If you want to rank these thiocyanates by the ring current of their carrier, you must first choose a probe, because the choice decides the answer. At the ring centre, phenyl looks the least aromatic of the five carriers. One ångström above the ring, along the normal, it looks the most aromatic. For comparing ring currents, use the second reading, but do not use it here to rank the five-membered rings among themselves. Each molecule is represented by a single conformer, and these are not alike: the thiocyanate group stands roughly across the ring plane in 2-furyl and, judging by the shieldings, in phenyl, but lies near the plane in the other three. The group can make the two faces of a flat ring differ by almost 1 ppm, and any effect it has on both faces alike is unknown.

PySCF 2.14.0, PBE0/pcSseg-1 with density fitting, gas phase, GFN2-xTB geometries, for thiocyanates with the SCN group bound through S to a ring carbon of the carrier (SMILES, * is the group). NICS is the negative GIAO shielding at the ring centre (0) or 1 Å off the ring plane (1, mean of both faces); zz is the component along the ring normal.

| carrier | formula | atoms on the carrying C | bond to the carrier (Å) | ring size | NICS(0) (ppm) | NICS(1) (ppm) | NICS(1)zz (ppm) | HOMO-LUMO gap (eV) |
| --- | --- | --- | --- | --- | --- | --- | --- | --- |
| *c1ccccc1 | C7H5NS | C C | 1.808 | 6 | -9.0 | -11.4 | -28.7 | 6.55 |
| *c1ccoc1 | C5H3NOS | C C | 1.767 | 5 | -12.0 | -10.0 | -25.6 | 6.27 |
| *c1ccsc1 | C5H3NS2 | C C | 1.777 | 5 | -12.5 | -11.0 | -25.8 | 6.00 |
| *c1ccco1 | C5H3NOS | C O | 1.767 | 5 | -12.3 | -10.4 | -26.5 | 6.50 |
| *c1cccs1 | C5H3NS2 | C S | 1.769 | 5 | -11.9 | -10.5 | -24.3 | 5.80 |

NICS(0) is the chemical shift of an empty point at the ring centre, and NICS(1) is that of a point 1 Å off the plane, averaged over directions. NICS(1)zz is the response at that same point along the ring normal only. Negative values mean shielding. In 3-furyl and 3-thienyl the carrying carbon has two carbon neighbours in the ring; in 2-furyl and 2-thienyl one neighbour is the oxygen or sulfur.

**Sizes worth remembering**

Six π electrons carry a current of order 10 nA per tesla, which gives roughly −30 ppm in NICS(1)zz. Changing the ring alters this by a few ppm, and moving the group around the ring, which here also changes its orientation, by about 1 ppm. The in-plane directions, which a flat current loop does not feed, still show a shielding of 2 to 4 ppm, taken as the mean of the two.

**The wire-loop estimate**

The simpler system is a circular wire without resistance, carrying six free electrons. A field $B$ along the axis makes each electron (charge $e$, mass $m$) circulate at the angular velocity $eB/2m$. Each therefore carries a current $e^2B/4\pi m$, and six of them give

$$\frac{I}{B}=\frac{6e^2}{4\pi m}=13.5\ \text{nA/T},$$

whatever the radius. At height $z$ above a loop of radius $a$, the induced field relative to the applied one is

$$-\frac{\mu_0}{2}\,\frac{I}{B}\,\frac{a^2}{(a^2+z^2)^{3/2}}.$$

For phenyl, take $a=1.40$ Å and $z=1$ Å. The geometric factor is $1.96/2.96^{3/2}=0.385$ Å⁻¹, and the result is −32.5 ppm. The table has −28.7 ppm, so the estimate is 13% too strong relative to the table. Nothing was fitted; the radii come from rough recalled bond lengths.

The geometric factor has its maximum at $a=\sqrt2\,z$, which is 1.41 Å here. Near a maximum it hardly changes, so radii from 1.19 to 1.40 Å alter the predicted shift by only 2%. This makes 1 Å a convenient height for comparing five- and six-membered rings: the size of the loop almost drops out.

The analogy stops there. It gives the sign and the size, but not the ranking. The five NICS(1)zz values spread by 4.4 ppm, or 15% of the phenyl value. If the loop values are multiplied by one common factor, fitted by least squares to all five rows (0.81), the rms error is 1.4 ppm, about as large as the scatter of the data.

**Why phenyl leads above the ring**

The loop radius cannot produce the spread. Part of it may come from the different conformers. Yet 2-furyl, whose group stands across the ring plane as phenyl's appears to do, is still 2.2 ppm less shielded than phenyl, so the rings themselves probably respond differently. Theory offers a reason. On a featureless wire an electron keeps its angular momentum. In a molecule the nuclei make the path uneven, the field mixes occupied with empty orbitals, and the resulting paramagnetic response works against the loop current. A hexagon of like atoms is a fairly even path. A pentagon with one oxygen or sulfur is less even, because the heteroatom holds its π electrons more locally. Phenyl reaches 88% of the free-electron value and the five-membered rings 75 to 83%, which fits this argument. These percentages are not measured currents, since nearby bonds also contribute to NICS(1)zz.

**Why the centre reverses the order**

On average, the five-membered rings lie 3.2 ppm below phenyl (more shielded) in NICS(0), yet 3.2 ppm above it (less shielded) in NICS(1)zz. A stronger ring current cannot explain the first without contradicting the second.

A smaller loop does give a larger field at its own centre, but that is not enough. A single loop predicts that NICS(0) should be about twice NICS(1) in every row. The calculated ratio is 0.79 for phenyl and 1.13 to 1.20 for the others. Placing the current in two loops, above and below the plane as the π density suggests, helps the five-membered rings. No common height serves both ring sizes, however: phenyl would need 1.18 Å and the others 0.68 to 0.74 Å.

The centre must therefore feel something besides the π loop. The likely source is the local circulation in the σ bonds and lone pairs. Its net effect would have to change sign with the ring. If two loops 0.65 Å above and below the plane are scaled to each ring's NICS(1)zz, the centre of phenyl is 3.0 ppm less shielded than they predict, and the other centres are 1.3 to 1.7 ppm more shielded. Such a change is plausible. With the field along the ring normal, a small local circulation shields points inside it but deshields points beside it, and in a smaller ring the centre lies nearer to the shielded zones of the bonds. This is an expectation and not a decomposition of the shielding.

**Why furyl and thienyl change places**

Here the averaged NICS(1) can be taken apart exactly. It is one third of NICS(1)zz plus two thirds of the mean in-plane part, so the in-plane part follows by subtraction. It is −3.6 ppm in both thienyls, −2.2 and −2.4 ppm in the furyls, and −2.8 ppm in phenyl, each good to about 0.1 ppm. It depends on the heteroatom and hardly on where the group sits.

At position 3, thienyl is 1.0 ppm more negative than furyl in NICS(1). Nearly all of this is in-plane: $\tfrac23\times(-1.4)=-0.9$ ppm, with only −0.1 ppm from the normal direction. At position 2 the in-plane part again favours thienyl, by 0.8 ppm, but the normal direction favours furyl by $2.2/3=0.7$ ppm. The two cancel, and NICS(1) shows a tie within rounding. That tie hides a difference in NICS(1)zz, −26.5 against −24.3 ppm. This difference mixes heteroatom and conformer, since the group stands across the ring plane in 2-furyl and lies in it in 2-thienyl. It does not show furan to be the more aromatic ring.

Sulfur's large, easily polarised electron cloud may be what feeds the in-plane part. This is a guess.

**The irregular step from position 3 to position 2**

Moving the group next to the heteroatom strengthens NICS(1)zz by 0.9 ppm in the furan ring and weakens it by 1.5 ppm in the thiophene ring. The two steps are not alike. In the thiophene ring the group stays near the ring plane, though it points another way. In the furan ring it also turns, from near the plane to roughly across it. The furan step therefore mixes position with conformer, and the opposite signs cannot be credited to the heteroatom alone.

The HOMO-LUMO gap moves in step: it widens by 0.23 eV in the first case and narrows by 0.20 eV in the second. A narrower gap could ease the orbital mixing that opposes the ring current. But the gap probably follows the conformer too: the two molecules with the group across the plane have the two widest gaps. A likely reason is that a sulfur lone pair mixes with the ring π orbitals, and raises the HOMO, mainly when the group lies near the plane. The gap may then mark the conformer and not cause the shift.

The gap is also a weak guide in its own right. The change per electronvolt is about twice as large for thiophene as for furan. A least-squares line in the inverse gap through the four five-membered rings leaves an rms error of 0.4 ppm, but it spends two constants on four points. For phenyl, which was not in that fit, it gives −26.6 ppm instead of −28.7 ppm. The mixing that matters need not involve the frontier orbitals at all.

The length of the bond to the carrier does no better. It is 1.767 Å in both furyls, whose NICS(1)zz values differ.

The group's own field is a further suspect. Further output of the same calculation gives the two faces separately. In 2-furyl they differ by 0.85 ppm although the ring is flat, so the group must be acting unevenly on them. That is as large as the furan position effect. Both faces of 2-furyl are nevertheless more shielded than either face of 3-furyl, so the order holds for these conformers. Whether it survives rotation of the group is open.

**What to do**

- Compare rings of different size by NICS(1)zz, not by NICS(0).
- If only NICS(1) and NICS(1)zz are at hand, compute the in-plane part, $(3\,\text{NICS(1)}-\text{NICS(1)zz})/2$. If it differs between two rings, their NICS(1) values do not compare ring currents.
- For differences of up to a few ppm, compare like conformers and look at both faces before naming a winner.
- For a neighbouring carrier, such as a pyrrole ring bound through carbon, start from about −30 ppm as an order of magnitude for six π electrons in a five- or six-membered ring. Whether its ring current is weaker than phenyl's must be computed. Expect the centre to exaggerate the aromaticity of a five-membered ring relative to phenyl. This is an extrapolation from four such rings.
